## Two-state intruder model: bare series, level shift or Padé

Along the Cr$_2$ curve, weakly coupled external configurations cross the reference level of the CASPT2 zeroth-order Hamiltonian. Model one, in hartree, with reference energy zero:

$$H(z)=\begin{pmatrix}0&zv\\ zv&D-zd\end{pmatrix},\qquad \Delta=D-d>0 .$$

$D$ is the zeroth-order gap, $\Delta$ the true diagonal gap. For $D>0$ the reference root is $E(z)=\tfrac12\big[D-zd-\sqrt{(D-zd)^2+4z^2v^2}\big]$.

**Predict:** where is $E(z)$ singular?

At $z_\pm=D/(d\pm2iv)$, so the radius is $\rho=|D|/\sqrt{d^2+4v^2}$. Terms scale as $\rho^{-n}n^{-3/2}$, so $z=1$ converges exactly when $d^2+4v^2\le D^2$. A pair inside the unit circle is a front-door intruder for $d/D>0$ and a back-door one for $d/D<0$, whose terms alternate over long runs when $|v|\ll|d|$. As $D$ falls through zero at fixed $\Delta$, back door turns into front door.

Assumed inputs: $D=0.05$, $\Delta=0.30$, $v=0.02$, so $d=-0.25$. All results are the model's, not Cr$_2$'s. Exactly, $E(1)=-1.3275$ m$E_h$, with mixing $c^2=(E/v)^2=0.0044$.

### Work and memory
Take $H_0$ diagonal in a fixed space of dimension $N$, and $V$ with $s$ elements per row. The recursion $\psi_j=R\,[V\psi_{j-1}-\sum_{k=1}^{j-1}E_k\psi_{j-k}]$, with $R=Q/(E_0-H_0)$ and $Q$ projecting out the reference, needs one product per step. By Wigner's $2n+1$ rule, $m$ products $V\psi_0,\dots,V\psi_{m-1}$ give orders through $2m$. The first is one column, the others cost $sN$ multiply-adds, and sums and overlaps add about $m^2N$:
$$W\approx N[1+(m-1)s+m^2].$$
Order $2m$ stores $m+1$ vectors, order $2m-1$ stores $m$. Among doubles with $u$ virtual orbitals $s\sim u^2$; assume $u=100$.

### Accuracy
**A, bare series.** $\rho=0.197$, so the error grows about $\rho^{-2}=25.6$-fold per product. The alternation slips every $\pi/\arctan|2v/d|\approx20$ orders.

**Predict:** move a shift $\epsilon$ into $H_0$, keeping $H(1)$. What is $\rho$?

**B, shifted series.** $D'=D+\epsilon$ and $d'=d+\epsilon$ enter the same formula. Convergence needs $D'\ge S^2/2\Delta$ with $S^2=\Delta^2+4v^2$, i.e. $\epsilon\ge0.103$. The best factor, $\rho^{-2}=4v^2/S^2=0.0175$, occurs at $D'=S^2/\Delta$, $\epsilon=0.255$. A typical $\epsilon=0.2$ gives $0.0656$.

**Predict:** can the divergent terms be rescued?

**C, Padé.** Iterate $E\leftarrow-z^2v^2/(D-zd-E)$ from zero. Iterate $k$ has degrees $[k+1/k]$ and is right through $z^{2k+1}$, so it is that Padé approximant. It needs $m=k+1$ products plus $O(k^3)$ work. At $z=1$ only $\Delta$ and $v$ enter, and each step multiplies the error by $-c^2$. Since $c^2=4v^2/(\Delta+S)^2<4v^2/S^2$, C beats every shift asymptotically.

Errors (approximate minus exact, $\mu E_h$):

| $m$ | $W/N$ | A, order $2m$ | B, order $2m$, $\epsilon=0.2$ | C, $k=m-1$ |
|---|---|---|---|---|
| 1 | 2 | $-6673$ | $-273$ | none |
| 2 | $1.0\times10^4$ | $-1.65\times10^5$ | $-6.30$ | $-5.87$ |
| 3 | $2.0\times10^4$ | $-3.99\times10^6$ | $0.122$ | $0.0259$ |
| 4 | $3.0\times10^4$ | $-9.37\times10^7$ | $0.0127$ | $-0.00011$ |

**Predict** the cheapest entry for 1000, 10 and 0.1 $\mu E_h$.

- 1000: B at $m=1$.
- 10: $m=2$; equal work, but C stores 2 vectors against 3.
- 0.1: C at $m=3$; B needs $m=4$, 1.5 times the work.

Budgets: with $W<sN$ B at $m=1$ is best, with $2.5\,sN$ C at $m=3$, with memory $2N$ and free work C at $m=2$.

### What the table omits
A uniform shift also hits ordinary configurations. An assumed background with second-order energy $-1\,E_h$, $D_b=2$, $d_b=0$ loses the fraction $a^{2m-1}$, $a=\epsilon/(D_b+\epsilon)$, to leading order in its coupling: 91 m$E_h$ at $m=1$, 0.75 at $m=2$, dwarfing B's entries; only its variation along the curve affects the shape. The correction $-\epsilon\langle\psi_1|\psi_1\rangle$ (Roos and Andersson, 1995) costs one overlap and cuts 91 to $a^2$, 8.3 m$E_h$, while the intruder error becomes $-1553\ \mu E_h$. With several gaps the single continued fraction no longer holds, so $c^2$ is the two-state rate only.